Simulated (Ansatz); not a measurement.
**CH3AlF2O (SMILES C[O][Al]([F])[F]): methods side by side**

CH3AlF2O has 8 atoms, charge 0, and is taken as a singlet. SMILES: `C[O][Al]([F])[F]`. The shape was relaxed beforehand at PBE0/def2-SVP.

Quantity: the adiabatic ionisation energy (to the doublet cation, shapes relaxed at PBE0/def2-SVP, no zero-point term), in eV. The values are calculated.

```csv
level,kind,program,value (eV),less CCSD(T)/def2-SVP
HF/def2-SVP,Hartree–Fock,Ansatz,9.85,-0.64
PBE/def2-SVP,GGA,Ansatz,10.19,-0.30
r2SCAN/def2-SVP,meta-GGA,Ansatz,10.35,-0.14
B3LYP/def2-SVP,global hybrid,Ansatz,10.48,-0.01
wB97M-V/def2-SVP,range-separated hybrid,Ansatz,10.52,+0.03
MP2/def2-SVP,perturbation theory,Ansatz,10.77,+0.28
CCSD(T)/def2-SVP,coupled cluster or CI,Ansatz,10.49,0.00
```

CCSD(T)/def2-SVP is the highest level here, not the true value. The values span 9.85 to 10.77 eV.

Removing an electron from this molecule costs about as much as the two hybrid functionals predict: B3LYP and wB97M-V lie within 0.03 eV of CCSD(T), while Hartree–Fock and MP2 bracket it from below and above. The neutral molecule has one more electron pair to correlate than the cation, so the missing correlation in Hartree–Fock probably makes ionisation too cheap, whereas MP2 overcorrects. The density functionals rise from PBE through r2SCAN to the hybrids, but exact exchange alone cannot order the full set, since Hartree–Fock gives the lowest value.

Chemically, the electron most likely leaves an oxygen lone pair with some C–H character from the methyl group, because fluorine's greater electronegativity holds its own lone pairs more tightly. The polar Al–O bond leaves considerable electron density on oxygen, though the electron-poor aluminium centre also stabilises it. Because all the energies share one small basis, the close agreement of the hybrids with CCSD(T) does not establish that the ionisation energy is converged with basis size.
